## Why does layered MgSi prefer a squashed cell to the fcc-like one, and why does the pressure turn back?

**Question.** I have a scan of MgSi in which the cell is stretched or squashed along one axis while its volume stays fixed. The axial ratio is c/a divided by its value in the starting cell, so 1.0 is the cell I began with.

Density functional calculations with Ansatz 0.2.0 (PBEsol, plane-wave PAW, scalar-relativistic, no spin polarisation) for L1_0 MgSi, deformed along c at 17.35 Å³ per atom from a cell not relaxed at this level (a = 2.908, c = 4.103 Å). Cutoff 420 eV, k mesh 18×18×14, Gaussian smearing 0.15 eV. Energies are free energies relative to the starting cell; pressure is positive in compression.

```
axial ratio (over its starting value)  energy change (meV/atom)  pressure (GPa)
                                 0.85                      23.0            0.33
                                 0.92                      -1.6           -0.59
                                  1.0                       0.0           -1.57
                                  1.1                      39.5           -1.93
                                  1.2                      93.9           -1.45
```

At 1.0 the atoms sit almost exactly on the sites of a face-centred cubic lattice. I took that close-packed arrangement to be the natural resting point, yet the row at 0.92 is slightly lower in energy. At the long end the energy keeps climbing, while the pressure falls as far as 1.1 and then comes back up. Is this numerical noise, or is there a reason for both?

**Answer.** Neither is noise. In this crystal the stress along the axis differs from the stress across it. The slope of the energy follows the difference of the two, whereas the pressure follows their mean, so the energy can keep climbing while the pressure turns. With only one kind of atom, the difference would have to vanish at the fcc shape. Here layers of Mg and Si alternate, which lifts that demand, and the fcc-like cell is not a resting point.

### What the fcc lattice promises, and to whom

Take first a crystal with one kind of atom on an fcc lattice. Its three cubic axes are equivalent, so a slight stretch along any one of them, at fixed volume, must change the energy at the same rate. Carried out together, the three stretches cancel and leave the crystal as it was. Three equal rates that add up to zero must each be zero, so the energy has a level point at the cubic shape.

Your crystal has the sites of that lattice but not its symmetry. Each atom has four neighbours of its own kind within its layer and eight of the other kind in the layers above and below. The axis across the layers is therefore different from the two within them, even when c/a equals √2 and all twelve contacts are equally long. Symmetry no longer demands a level point there, and a slope is allowed.

Counting contacts shows where the slope comes from. Let the axial ratio grow by a small fraction δ at fixed volume. The four like contacts then shorten by δ/3 of their length, and the eight unlike contacts lengthen by δ/6:

4 × (−δ/3) + 8 × (+δ/6) = 0

The lengths cancel for any crystal with these sites. The forces cancel only if like and unlike neighbours pull on each other equally, as they must when all the atoms are the same. In MgSi they need not, and what remains is a force that changes the shape.

This counting of pairs is only a guide, because the electrons of a metal don't divide neatly into bonds. The symmetry argument doesn't depend on it. What the pairs add is a way to read the sign: if unlike neighbours draw together more strongly than like ones, the layers move closer and c/a settles below √2. In the opposite case it settles above.

### Which way the crystal leans

The stresses from the same calculation settle the direction. At 1.0 the crystal is under tension both ways, but the tension is 3.60 GPa along the axis and only 0.55 GPa across it. The cell therefore lowers its energy by becoming shorter and wider. At 0.92 the balance has reversed, and the crystal pushes outwards along its axis.

The resting shape thus lies between these two rows, with one on either side of it. That is why their energies are so close: they stand at similar heights on opposite walls of a shallow valley. The gap of 1.6 meV per atom compares two points on the walls and is not the depth of the valley.

The position and depth can be estimated from the stresses. Let r be the axial ratio, V the volume per atom, and P the stress, counted positive in compression. At fixed volume, the energy per atom changes as

dE = (2/3) V (P across − P along) d ln r

The bracket is −2.52 GPa at 0.92 and +3.05 GPa at 1.0. A straight line between them passes through zero at

r = 0.92 + 0.08 × 2.52 / (2.52 + 3.05) ≈ 0.956

This corresponds to c/a of about 1.35, compared with 1.41 in the starting cell. For the depth, V is 17.35 Å³ and 1 eV/Å³ is about 160 GPa, so (2/3)V amounts to about 72 meV for each GPa. The average bracket between the minimum and row 1.0 is half of 3.05 GPa, and the logarithm of 1/0.956 is 0.045:

72 × (3.05 / 2) × 0.045 ≈ 5 meV per atom

The valley floor thus lies roughly 5 meV per atom below your starting cell.

How far can this be trusted? Worked out in the same way between neighbouring rows, the stresses reproduce the energy steps well, except from 1.0 to 1.1, where they give 35 meV per atom against 39.5 in the table. The straight line between rows explains only a small part of that miss, since a smooth curve through the same stresses would leave most of it. The rest is unexplained, and the effect of the plane-wave cutoff on the stresses is untested. The change of sign between 0.92 and 1.0 is the firm part; the exact place and depth depend on the straight line.

The volume matters too. At 1.0 the pressure is −1.57 GPa, which means that the crystal would rather be smaller than the cell in which it is held. The estimate is therefore the best shape at this volume, and a cell free to shrink could settle at a somewhat different c/a.

### Why both walls rise

The slope decides where the valley lies, but not why it has walls. A likely source is the growing mismatch between the two kinds of contact, though the scan doesn't prove it. At 1.2 the like neighbours have been pressed together to 2.74 Å, while the unlike ones have drifted apart to 3.02 Å. At 0.85 it is the other way round, with the unlike contacts the short ones.

The average length of the twelve contacts hardly moves in all this, staying between 2.91 and 2.92 Å. What changes is the spread around it. Squeezing some contacts while stretching others by as much usually costs energy on balance, so a wider spread raises the energy even when the average is unchanged. In this picture the crystal resists a change of shape in both directions, around a resting point that the layering has moved away from √2.

Why the unlike neighbours should win is harder to say. One possibility is that electrons move from Mg towards Si, so that the layers attract each other. Another is that the Mg atoms are crowded within their layers, since neighbours in magnesium metal are roughly 3.2 Å apart and here they are held at 2.91 Å. Both would shorten the axis, and the scan can't tell them apart, so I would treat either as a guess.

### Why the pressure turns when the energy doesn't

The pressure is the average over three directions, two across the axis and one along it:

P = (2 × P across + P along) / 3

As the cell gets longer, the stress across rises at every step, because the atoms within each layer are pushed together. The stress along falls at every step, because the layers are pulled apart. In the energy formula one is subtracted from the other, so the two changes reinforce each other. In the pressure they are added, so they compete.

Which of them wins changes along the scan. From 0.85 to 0.92 the stress across barely moves, and the falling stress along the axis takes the pressure down with it. From 1.1 to 1.2 the contribution from across rises by 0.92 GPa, while that from along falls by only 0.44 GPa. The pressure therefore goes up by 0.48 GPa.

This change of winner is what the usual shape of a bond would lead to. Atoms pushed together resist more and more strongly, whereas the pull between atoms drawn apart grows ever more slowly and finally fades. On the long side of this scan, the squeezed contacts lie within the layers and the stretched ones between them. The growing resistance across the axis can then overtake the weakening growth of tension along it. At the short end the stress along the axis falls more slowly from 0.85 to 0.92 than from 0.92 to 1.0, although the unlike contacts are shortest there. Geometry offers a likely reason. In a shorter, wider cell these contacts lean further away from the axis, so a change in c/a alters their length less: they grow by 0.024 Å over the first of these steps and by 0.035 Å over the second.

The turn is not a sign that the crystal is becoming comfortable again. At 1.2 it is pressed by 1.83 GPa across the axis and stretched by 8.00 GPa along it, the largest mismatch in the scan. The average conceals this because the two have opposite signs. If you want to know whether a non-cubic cell is at rest, look at the separate stresses, since even a pressure of zero can hide a strong drive to change shape.

### What lies beyond the short end

There is one shape on this path where symmetry does guarantee a level point for MgSi. When c equals a, each atom sits at the centre of a cube of eight unlike neighbours, as in caesium chloride. All three axes are then equivalent, with the two kinds of atom taken into account, and the argument for the one-element crystal applies again. This happens at an axial ratio of about 0.71, beyond the short end of your scan.

A level point can be the top of a hill or the bottom of a valley. At 0.85 the energy is still rising towards shorter cells. It may simply flatten out at 0.71, which would make the caesium chloride shape a hilltop. Or it may pass over a barrier on the way and come down into a second valley. A point at 0.71 with a close neighbour on each side would show which of the two it is for this change of shape, though not for others, and a few more between there and 0.85 would show how high the crystal has to climb: is the caesium chloride form of MgSi a state in which the crystal could rest, or only a pass on the way to somewhere else?
